# Appendix: Moment accuracy of the nuclear-ensemble spectrum for vibronically coupled states

The nuclear-ensemble method (in the form of Crespo-Otero and Barbatti, 2012) replaces the vibronic eigenvalue problem by a weighted histogram of vertical excitation energies over ground-state geometries. Its accuracy is measured here by the energy moments of the band, known in closed form for the linear vibronic coupling (LVC) model of Köppel, Domcke and Cederbaum (1984).

## A.1 Premises and conventions

Energies are in eV; $\omega_i$ is the vibrational quantum $\hbar\omega_i$ and $kT$ is $k_BT$. Normal coordinates are dimensionless, $[Q_i,P_j]=i\delta_{ij}$, $P_j=-i\partial_j$.

1. The ground state is one isolated harmonic surface, $H_0=T_N+V_0$ with $T_N=\sum_i\tfrac{\omega_i}{2}P_i^2$ and $V_0=\sum_i\tfrac{\omega_i}{2}Q_i^2$, populated as $\rho=e^{-H_0/kT}/Z$.
2. The excited states $a,b,\dots$ form a closed diabatic set with
$$\mathbf H=H_0\mathbf 1+\mathbf W(Q),\qquad \mathbf W=\mathbf E+\sum_i Q_i\mathbf K_i. \tag{A1}$$
$\mathbf E$ is the diagonal matrix of vertical energies at $Q=0$; $\mathbf K_i$ is real symmetric, with gradients $\kappa_i^{(a)}$ on the diagonal and couplings $\lambda_i^{(ab)}$ off it.
3. The diabatic transition dipoles, a real column $\mathbf d_\alpha$ for each Cartesian direction $\alpha$, do not depend on $Q$ (Condon approximation).
4. Absorption is linear and orientationally averaged, without stimulated emission.

With $|v\rangle$, $|f\rangle$ the eigenstates of $H_0$, $\mathbf H$ and $p_v$ the populations, the line shape and cross section are
$$L(E)=\sum_{\alpha,v,f}p_v|\langle f|\mathbf d_\alpha|v\rangle|^2\delta(E-E_f+E_v),\qquad \sigma_{\rm abs}(E)=\frac{\pi E}{3\hbar c\varepsilon_0}L(E). \tag{A2}$$
Moments are $M_n=\int E^nL\,dE$. For an operator matrix, $\langle\mathbf A\rangle\equiv\sum_\alpha\mathbf d_\alpha^{T}\,{\rm Tr}_Q[\rho\mathbf A]\,\mathbf d_\alpha$; for a purely nuclear operator the brackets denote ${\rm Tr}_Q[\rho\,\cdot]$. Central moments of the normalised line shape are $\mu_n$, with $\mu_2=\sigma^2$.

## A.2 Exact moments

Expanding $(E_f-E_v)^n$ binomially, closing the sum over $f$, and using that the constant $\mathbf d_\alpha$ commutes with $H_0$ gives
$$M_n=\langle\mathbf A_n\rangle,\qquad \mathbf A_n=\sum_{k=0}^n\binom nk\mathbf H^k(-H_0)^{n-k}.$$
The $\mathbf A_n$ are the coefficients of $\tau^n/n!$ in $\mathbf G(\tau)=e^{\tau\mathbf H}e^{-\tau H_0}$, which obeys $\mathbf G'=\mathbf H\mathbf G-\mathbf GH_0$. Hence
$$\mathbf A_{n+1}=\mathbf W\mathbf A_n+[H_0,\mathbf A_n],\qquad\mathbf A_0=\mathbf 1. \tag{A3}$$
Since $\rho$ commutes with $H_0$, ${\rm Tr}\,\rho[H_0,X]=0$ for any $X$, so $M_{n+1}=\langle\mathbf W\mathbf A_n\rangle$. With $\mathbf Y=[H_0,\mathbf W]$ the recursion yields $\mathbf A_1=\mathbf W$, $\mathbf A_2=\mathbf W^2+\mathbf Y$, $\mathbf A_3=\mathbf W^3+\mathbf W\mathbf Y+[H_0,\mathbf W^2]+[H_0,\mathbf Y]$, and therefore
$$M_0=\langle\mathbf 1\rangle,\quad M_1=\langle\mathbf W\rangle,\quad M_2=\langle\mathbf W^2\rangle,\quad M_3=\langle\mathbf W^3\rangle+D_3,\quad D_3=\langle\mathbf W\mathbf Y\rangle. \tag{A4}$$
The first three moments contain only functions of position. The kinetic energy enters first in $D_3$.

**Lemma.** For functions of position $F$, $G$ (numbers or matrices, order kept),
$$\langle F[H_0,G]\rangle=\sum_i\frac{\omega_i}{2}\langle\partial_iF\,\partial_iG\rangle. \tag{A5}$$
Proof: $V_0$ commutes with $G$. For a real eigenfunction $\psi$ of $H_0$, $\psi[T_N,G]\psi=-\sum_i\tfrac{\omega_i}{2}(\partial_i^2G\,\psi^2+2\partial_iG\,\psi\,\partial_i\psi)=-\sum_i\tfrac{\omega_i}{2}\partial_i(\partial_iG\,\psi^2)$. Multiplying from the left by $F$ and integrating by parts gives (A5) for each $\psi$. The eigenfunctions of the real operator $H_0$ can be chosen real, so it holds for the thermal mixture.

For (A1), $\partial_i\mathbf W=\mathbf K_i$ is constant, and
$$D_3=\sum_i\frac{\omega_i}{2}\sum_\alpha\mathbf d_\alpha^T\mathbf K_i^2\mathbf d_\alpha. \tag{A6}$$
$D_3$ is non-negative, because $\mathbf K_i^2$ is positive semidefinite, and independent of temperature. For one bright state $a$, per unit dipole strength,
$$D_3=\sum_i\Big[(\kappa_i^{(a)})^2+\sum_{b\ne a}(\lambda_i^{(ab)})^2\Big]\frac{\omega_i}{2}\equiv\sum_i\frac{g_i^2\omega_i}{2}. \tag{A7}$$
With several bright states the diagonal terms are weighted by $|\mathbf d_a|^2$, and cross terms $\mathbf d_a\!\cdot\mathbf d_b(\mathbf K_i^2)_{ab}$ appear unless the dipole vectors are orthogonal or symmetry removes $(\mathbf K_i^2)_{ab}$.

The fourth moment follows from $M_4=\langle\mathbf W\mathbf A_3\rangle$ with $[H_0,\mathbf W^2]=\mathbf Y\mathbf W+\mathbf W\mathbf Y$:
$$D_4=M_4-\langle\mathbf W^4\rangle=2\langle\mathbf W^2\mathbf Y\rangle+\langle\mathbf W\mathbf Y\mathbf W\rangle+\langle\mathbf W[H_0,\mathbf Y]\rangle.$$
From $[H_0,Q_j]=-i\omega_jP_j$ and $[H_0,P_j]=i\omega_jQ_j$ one has $\mathbf Y=-i\sum_j\omega_j\mathbf K_jP_j$ and $[H_0,\mathbf Y]=\sum_j\omega_j^2\mathbf K_jQ_j$. Thermal averages odd in $(Q,P)$ vanish, $\langle Q_iP_j\rangle=-\langle P_jQ_i\rangle=\tfrac i2\delta_{ij}$, and $\langle Q_iQ_j\rangle=s_i^2\delta_{ij}$. Per mode the three terms are $\omega(\mathbf E\mathbf K^2+\mathbf K\mathbf E\mathbf K)$, $\tfrac\omega2(\mathbf K^2\mathbf E-\mathbf E\mathbf K^2)$ and $\omega^2s^2\mathbf K^2$, so
$$D_4=\sum_i\Big\langle\frac{\omega_i}{2}\big(\mathbf E\mathbf K_i^2+2\mathbf K_i\mathbf E\mathbf K_i+\mathbf K_i^2\mathbf E\big)+\omega_i^2s_i^2\mathbf K_i^2\Big\rangle. \tag{A8}$$

## A.3 Moments of the ensemble spectrum

The thermal Wigner function of one harmonic mode is $(t/\pi)\exp[-t(Q^2+P^2)]$ with $t=\tanh(\omega/2kT)$. Its position marginal is the exact density $\mathcal P(Q)=\langle Q|\rho|Q\rangle$, a Gaussian whose variance follows from the virial relation $\langle Q^2\rangle_v=v+\tfrac12$ summed over the geometric populations:
$$s_i^2=\tfrac12\coth(\omega_i/2kT). \tag{A9}$$
At each geometry the potential matrix $V_0\mathbf 1+\mathbf W$ is diagonalised by an orthogonal $\mathbf U(Q)$. The vertical excitation energies are the eigenvalues $\epsilon_k(Q)$ of $\mathbf W$, since $V_0$ cancels, and the adiabatic dipoles are $(\mathbf U^T\mathbf d_\alpha)_k$. For an infinite sample without broadening,
$$L^{\rm NE}(E)=\int dQ\,\mathcal P(Q)\sum_{\alpha,k}(\mathbf U^T\mathbf d_\alpha)_k^2\,\delta(E-\epsilon_k(Q)).$$
The sum over all adiabatic states restores a matrix power, $\sum_kU_{ak}\epsilon_k^nU_{bk}=(\mathbf W^n)_{ab}$, and a function of position is averaged exactly by $\mathcal P$. Hence
$$M_n^{\rm NE}=\langle\mathbf W^n\rangle\quad\text{for all }n. \tag{A10}$$
The cone in $\epsilon_k$ and the abrupt variation of $\mathbf U$ at a conical intersection cancel in this sum. Comparison with (A4) gives the result:
$$M_n^{\rm NE}=M_n\ (n=0,1,2),\qquad M_3-M_3^{\rm NE}=D_3. \tag{A11}$$
As the lower moments agree, $D_3/M_0$ is also the deficit in $\mu_3$.

**One bright state and one dark partner.** Measure energies from $E_a$, set $M_0=1$, $\Delta=E_b-E_a$, and let $x=\sum\kappa_i^{(a)}Q_i$, $y=\sum\kappa_i^{(b)}Q_i$, $u=\sum\lambda_iQ_i$. When the states differ in symmetry, tuning and coupling modes are disjoint and $u$ is independent of $x$ and $y$. Put $A=\langle x^2\rangle$, $C=\langle u^2\rangle$. The $aa$ elements of the powers of $\begin{pmatrix}x&u\\u&\Delta+y\end{pmatrix}$ are
$$m_1=x,\quad m_2=x^2+u^2,\quad m_3=x^3+u^2(2x+y+\Delta),\quad m_4=(x^2+u^2)^2+u^2(x+y+\Delta)^2. \tag{A12}$$
Gaussian averaging, with $\langle x^4\rangle=3A^2$, and (A7), (A8) with $\mathbf E={\rm diag}(0,\Delta)$ give
$$\mu_1=0,\quad\sigma^2=A+C=\sum_ig_i^2s_i^2,\quad\mu_3^{\rm NE}=\Delta\,C,\quad\mu_3=\Delta\,C+D_3, \tag{A13}$$
$$\mu_4^{\rm NE}-3\sigma^4=C\big[\langle(x+y)^2\rangle-4A+\Delta^2\big],\qquad D_4=\sum_i\big(\omega_i\lambda_i^2\Delta+\omega_i^2s_i^2g_i^2\big). \tag{A14}$$
The ensemble keeps the skewness from level repulsion, $\Delta C$, and loses the part from nuclear motion. For $\lambda=0$ it is a Gaussian, while the exact cumulants of orders two to four are $S\omega^2\coth(\omega/2kT)$, $S\omega^3$ and $S\omega^4\coth(\omega/2kT)$ per mode with $S=\kappa^2/2\omega^2$, those of the displaced oscillator.

**Line shape and cross section.** Statement (A11) refers to dipole strengths, that is to $\sigma_{\rm abs}/E$. Oscillator strengths carry the factor $\epsilon_k$, so a histogram weighted with them represents $EL(E)$, whose $n$th moment is $M_{n+1}$. For the cross section only the area $M_1$ and the centroid $M_2/M_1$ are exact. Its variance $M_3/M_1-(M_2/M_1)^2$ is too small by $D_3/M_1$; for one bright state it equals $\sigma^2+\mu_3/E_a-\sigma^4/E_a^2$.

**Broadening.** Convolution with a Gaussian of standard deviation $\delta$ adds cumulants: it adds $\delta^2$ to $\sigma^2$ and leaves $\mu_3$ unchanged. A Lorentzian has no finite second moment.

## A.4 Classical Boltzmann sampling

Geometries drawn from $e^{-V_0/kT}$, as in thermostatted classical dynamics, are Gaussian with $s_{i,\rm cl}^2=kT/\omega_i$. Equation (A10) holds with this density, so $M_0$ and $M_1=\langle\mathbf E\rangle$ stay exact in the LVC model, while $M_2=\langle\mathbf E^2\rangle+\sum_is_i^2\langle\mathbf K_i^2\rangle$ has each vibrational term multiplied by
$$r_i=\frac{s_{i,\rm cl}^2}{s_i^2}=\frac{2kT}{\omega_i}\tanh\frac{\omega_i}{2kT}<1. \tag{A15}$$
For $kT\gg\omega_i$, $r_i=1-\omega_i^2/12(kT)^2+\dots$; for $kT\ll\omega_i$, $r_i\to2kT/\omega_i$, because the zero-point width is absent. The purely electronic variance, the spread of several bright $E_a$ about their centroid, is not scaled. The term $\Delta C$ of $\mu_3$ is scaled by the $r_i$ of the coupling modes, and $D_3$ is missing as before. The variance of mode $i$ is restored at $kT_i=\omega_is_i^2$, which depends on the mode, so no single sampling temperature repairs all modes.

## A.5 Statistical error

For $N$ independent geometries each estimate is a mean $\bar m=N^{-1}\sum_jm(Q_j)$ with variance ${\rm Var}(m)/N$, finite because $m_n$ is a polynomial in Gaussian variables. The standard error (SE) falls as $N^{-1/2}$ whatever the number of modes. From (A12), $m_0=1$ carries no noise, and
$${\rm SE}(M_1)=\sqrt{A/N},\qquad{\rm SE}(\sigma^2)=\sqrt{2(A^2+C^2)/N}. \tag{A16}$$
Coupling modes add no noise to the centroid, because the strength-weighted mean energy at each geometry is the diabatic energy. In the second expression ${\rm Var}(x^2)=2A^2$, and subtracting $\bar m_1^2$ matters only at order $1/N$.

The estimator of $\mu_3$ about the sample centroid is $\bar m_3-3\bar m_1\bar m_2+2\bar m_1^3$. To first order in the fluctuations it is the mean of $h=m_3-3\sigma^2m_1$. If $y=\beta x$ and $p=2+\beta$, then $h=x^3+x(pu^2-3\sigma^2)+\Delta u^2$; the parts odd and even in $x$ are uncorrelated, and $\langle x^6\rangle=15A^3$ gives
$${\rm Var}(h)=15A^3+6A^2(pC-3\sigma^2)+A(3p^2C^2-6pC\sigma^2+9\sigma^4)+2\Delta^2C^2. \tag{A17}$$

The curve itself needs a kernel $G_\delta$. One geometry contributes $\ell=\sum_kw_kG_\delta(E-\epsilon_k)$ with $\sum_kw_k=1$; convexity gives $\ell^2\le\sum_kw_kG_\delta^2$, and $\int G_\delta^2\,dE=1/(2\sqrt\pi\delta)$ for a Gaussian. If $L^{\rm NE}$ is smooth on the scale $\delta$,
$${\rm Var}\,\hat L(E)\lesssim\frac{L^{\rm NE}(E)}{2\sqrt\pi\,\delta N},\qquad{\rm bias}\simeq\tfrac12\delta^2L^{{\rm NE}\prime\prime}(E). \tag{A18}$$
The $N^{-1/2}$ law holds at fixed $\delta$. Minimising variance plus squared bias gives $\delta\propto N^{-1/5}$ and a root-mean-square error $\propto N^{-2/5}$. Correlated geometries from a trajectory replace $N$ by the number of independent ones. No sample size reduces $D_3$ or changes $r_i$.

## A.6 Range of validity

- *Beyond linear coupling.* Equations (A3) to (A5) and (A10) used only that $\mathbf W$ depends on position and that $T_N$ has the stated form. Moments 0 to 2 stay exact for any $\mathbf W(Q)$ and anharmonic $V_0$, provided the exact ground-state position density is sampled, with $D_3=\sum_i\tfrac{\omega_i}{2}\langle(\partial_i\mathbf W)^2\rangle$. A harmonic Wigner sample of an anharmonic ground state does not meet that condition.
- *Non-Condon dipoles.* For $\mathbf d(Q)$ the recursion starts from $\mathbf d$ instead of $\mathbf 1$, and $M_1={\rm Tr}\,\rho\,\mathbf d^T(\mathbf W\mathbf d+[H_0,\mathbf d])$. By (A5) the first moment already misses $\sum_i\tfrac{\omega_i}{2}{\rm Tr}\,\rho\,\partial_i\mathbf d^T\partial_i\mathbf d$. Intensity borrowing inside the coupled set is not of this kind; it is contained in $\mathbf U$.
- *Closure.* All adiabatic states of the set must be kept at every geometry, and the moments run over the whole manifold. A cut in state number or energy breaks (A10).
- *Small parameter.* The skewness deficit is $D_3/\sigma^3$. At $T=0$ it equals $\bar\omega/\sigma$ with $\bar\omega=\sum g_i^2\omega_i/\sum g_i^2$; at high temperature it falls as $T^{-3/2}$. The envelope is reliable for $\sigma\gg\bar\omega$.
- *Time scale.* The Fourier transform of $L$ is $\sum_nM_n(-it/\hbar)^n/n!$. The ensemble is exact through $t^2$, and the missing cubic term has size $D_3/6\sigma^3$ at $t=\hbar/\sigma$. Progressions and nonadiabatic lifetimes come from times of order $2\pi\hbar/\omega_i$ and longer; agreement of three moments says nothing about them.

## A.7 Illustration: a two-state model of the ethylene V band

Ethylene, also a carbon source gas in silicon carbide epitaxy, has a broad $\pi\to\pi^*$ (V) band. In $D_{2h}$ with $z$ along C=C and $x$ normal to the plane, V is ${}^1B_{1u}$, and the nearby $\pi\to3p_y$ Rydberg state R is ${}^1B_{1g}$, dipole-forbidden from the $A_g$ ground state. The torsion $\nu_4$ ($a_u$) couples them, since $B_{1u}\otimes a_u=B_{1g}$; the C=C stretch $\nu_2$ and the CH$_2$ scissor $\nu_3$ ($a_g$) are tuning modes. Approximate ground-state wavenumbers of 1623, 1342 and 1023 cm$^{-1}$ give $\omega_2=0.201$, $\omega_3=0.166$, $\omega_4=0.127$ eV. The other inputs are illustrative: $E_V=7.9$ eV, $\Delta=+0.10$ eV, $\kappa_2^V=-0.40$, $\kappa_3^V=-0.20$, $\lambda_4=0.40$ eV and $\kappa_i^R=\kappa_i^V/2$ ($\beta=\tfrac12$). The V-state couplings were chosen to give a typical band width of about 1 eV, so the width is an input. At 300 K, $kT=0.02585$ eV.

| mode | $s_i^2$ | $s_{i,\rm cl}^2$ | $r_i$ | $g_i^2s_i^2$ (eV$^2$) | $g_i^2s_{i,\rm cl}^2$ (eV$^2$) | $g_i^2\omega_i/2$ (eV$^3$) |
|---|---|---|---|---|---|---|
| $\nu_2$ | 0.5004 | 0.1286 | 0.257 | 0.0801 | 0.0206 | 0.01608 |
| $\nu_3$ | 0.5016 | 0.1557 | 0.310 | 0.0201 | 0.0062 | 0.00332 |
| $\nu_4$ | 0.5074 | 0.2036 | 0.401 | 0.0812 | 0.0326 | 0.01016 |

Thus $A=0.1001$ eV$^2$, $C=0.0812$ eV$^2$, $D_3=0.02956$ eV$^3$ and, from (A14), $D_4=0.0071$ eV$^4$. The centroid of $L$ is 7.9 eV in all three treatments. The model's shape parameters are

| | exact | Wigner ensemble | classical ensemble |
|---|---|---|---|
| $\sigma^2$ (eV$^2$) | 0.1813 | 0.1813 | 0.0594 |
| $\sigma$ (eV) | 0.426 | 0.426 | 0.244 |
| $2\sqrt{2\ln2}\,\sigma$ (eV) | 1.00 | 1.00 | 0.57 |
| $\mu_3$ (eV$^3$) | 0.0377 | 0.0081 | 0.0033 |
| $\mu_3/\sigma^3$ | 0.488 | 0.105 | 0.225 |
| $\mu_4/\sigma^4-3$ | $-0.191$ | $-0.408$ | $-0.341$ |

The Wigner ensemble misses 78 per cent of the third central moment. With $\Delta=-0.10$ eV it would give $-0.0081$ eV$^3$ against an exact $+0.0214$ eV$^3$, the wrong sign of the asymmetry. Here $\bar\omega=0.164$ eV and $D_3/\sigma^3=0.38$; the missing cubic term is 0.064 at $\hbar/\sigma=1.5$ fs, well before the stretching period of 20.6 fs. Classical sampling keeps 0.33 of the variance and would need 1167 K for $\nu_2$ but 748 K for $\nu_4$. In the cross section the centroid, 7.923 eV, is exact, while the variance is 0.1818 instead of 0.1856 eV$^2$, low by $D_3/E_V=0.0037$ eV$^2$.

For $N=1000$, (A16) gives standard errors of 0.010 eV in the centroid and 0.0058 eV$^2$ in $\sigma^2$. Equation (A17) gives $\sqrt{{\rm Var}(h)}=0.121$ eV$^3$ and a standard error of 0.0038 eV$^3$ in $\mu_3$, 13 per cent of $D_3$; the two are equal at $N={\rm Var}(h)/D_3^2\approx17$, beyond which the systematic deficit dominates. A kernel with $\delta=0.05$ eV adds 0.0025 eV$^2$ to the variance. With $L\approx1/(\sigma\sqrt{2\pi})$ near the maximum, (A18) bounds the relative noise there by $(\sigma/\sqrt2\,\delta N)^{1/2}$, about 8 per cent.

The band maximum is not fixed by a few moments. In the expansion $L\propto e^{-z^2/2}[1+\gamma_3He_3(z)/6+\gamma_4He_4(z)/24+\gamma_5He_5(z)/120+\dots]$, with $z=(E-E_V)/\sigma$, $\gamma_n=c_n/\sigma^n$, $c_n$ the cumulants ($c_3=\mu_3$) and products of the $\gamma_n$ not written, the terms linear in $z$ are $He_3\simeq-3z$ and $He_5\simeq15z$. They displace the maximum by $-\mu_3/2\sigma^2$ and $+c_5/8\sigma^4$. The first is $-0.10$ eV for the exact model and $-0.02$ eV for the Wigner ensemble. The size of the second follows at $T=0$, with energies counted from $E_V$ plus the zero-point energy, from $\mu_5=\langle\phi_2|\mathbf H|\phi_2\rangle$, $\phi_2=\mathbf H^2|V,0\rangle$. With $k_i=\kappa_i^V/\sqrt2$, $k_i'=\kappa_i^R/\sqrt2$, $l=\lambda_4/\sqrt2$ and $i=2,3$,
$$\phi_2=\sigma^2|V,0\rangle+\sum_i\big[k_i\omega_i|V,1_i\rangle+\sqrt2k_i^2|V,2_i\rangle+l(k_i+k_i')|R,1_i1_4\rangle\big]+2k_2k_3|V,1_21_3\rangle+\sqrt2l^2|V,2_4\rangle+l(\Delta+\omega_4)|R,1_4\rangle.$$
This gives $\mu_5=0.0547$ eV$^5$. With the $T=0$ values $\sigma^2=0.18$ eV$^2$ and $\mu_3=0.03756$ eV$^3$, $c_5=\mu_5-10\sigma^2\mu_3=-0.013$ eV$^5$, a displacement of $-0.05$ eV. This is half the leading term, and the products $\gamma_3\gamma_4$ and $\gamma_3^3$ enter at the same order, so only the scale is established: the model's maximum lies roughly 0.1 eV below $E_V$.

The linear model omits the bright $3s$ Rydberg state and the softening of the V surface along the torsion. A term $\tfrac12\eta Q_4^2$ in $W_{VV}$ with an illustrative $\eta=-0.4$ eV moves the centroid by $\eta s_4^2/2=-0.10$ eV, which the Wigner ensemble reproduces, and adds $\tfrac12\omega_4\eta^2s_4^2=0.0052$ eV$^3$, or 17 per cent, to $D_3$. As typical knowledge, the V-band maximum of ethylene lies some 0.2 to 0.3 eV below computed vertical energies, so the linear model's displacement is too small by a factor of two to three; a quadratic term of this size is as large as the skewness effect. Within the model, the Wigner ensemble fixes area, centroid and width of the line shape and underestimates its skewness by 0.38.